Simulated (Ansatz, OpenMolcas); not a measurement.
# C2H5AlN2 (SMILES C#[C][Al]([NH2])[NH2]): methods side by side

The species is C2H5AlN2 (10 atoms), meant as a singlet with charge 0. As SMILES, `C#[C][Al]([NH2])[NH2]`. The coordinates come from a PBE0-D4/def2-TZVP relaxation.

| atom | x (Å) | y (Å) | z (Å) |
| --- | --- | --- | --- |
| C | -2.3681 | 1.2211 | 0.8733 |
| C | -1.3459 | 0.6936 | 0.4978 |
| Al | 0.2657 | -0.1380 | -0.0942 |
| N | 0.2476 | -1.8611 | -0.4670 |
| N | 1.7224 | 0.8429 | -0.2499 |
| H | -3.2691 | 1.6860 | 1.2042 |
| H | 1.0274 | -2.4108 | -0.7859 |
| H | -0.5748 | -2.4352 | -0.3837 |
| H | 1.7500 | 1.8271 | -0.0413 |
| H | 2.6277 | 0.5234 | -0.5503 |

Quantity: the vertical energy of the triplet above the singlet, in eV. The values are calculated.

```
             level                    kind     program  value (eV)  less CCSD(T)/def2-SVP  CPU time (all runs)
    SVWN5/def2-SVP                     LDA      Ansatz        4.90                  -0.50                 24 s
    M06-L/def2-SVP                meta-GGA  OpenMolcas        4.97                  -0.43              2.4 min
    B3LYP/def2-SVP           global hybrid  OpenMolcas        5.08                  -0.32                 91 s
     PBE0/def2-SVP           global hybrid      Ansatz        5.00                  -0.40                 56 s
CAM-B3LYP/def2-SVP  range-separated hybrid      Ansatz        5.12                  -0.28                 59 s
   B2PLYP/def2-SVP           double hybrid      Ansatz        5.38                  -0.02              1.8 min
 RPA@PBE0/def2-SVP                     RPA      Ansatz        5.37                  -0.03                 82 s
      MP2/def2-SVP     perturbation theory      Ansatz        5.79                  +0.39                 42 s
  CCSD(T)/def2-SVP   coupled cluster or CI      Ansatz        5.40                   0.00              3.2 min
     CCSD/def2-SVP   coupled cluster or CI      Ansatz        5.33                  -0.07              2.5 min
```

Differences are taken from CCSD(T)/def2-SVP for orientation; it has basis-set and higher-order errors of its own. The values span 4.90 to 5.79 eV. Times are those of the runs behind each value, whatever else they computed, on shared processors of several kinds: orders of magnitude only.

All the methods place the triplet well above the singlet at this geometry, as expected for a closed-shell Al(III) compound with filled alkynyl π orbitals and amide lone pairs. Reaching the triplet means unpairing one of these electrons and placing it in a π* or aluminium-centred acceptor orbital. The size of the gap suggests a largely ethynyl π→π* excitation, though amide-to-aluminium charge transfer can't be excluded from energies alone.

The LDA, meta-GGA and ordinary hybrid values all lie below CCSD(T), whereas MP2 lies above it at 5.79 eV, probably because second-order theory overestimates the correlation of the electron pair that the triplet breaks. The share of exact exchange alone doesn't order the functionals, since PBE0 falls below B3LYP. B2PLYP and RPA come close to CCSD(T), but agreement for one gap doesn't establish general accuracy.

The vertical gap doesn't give the relaxed triplet energy, which could be appreciably lower if the Al–C≡C–H unit bends on excitation, as triplet alkynes do.
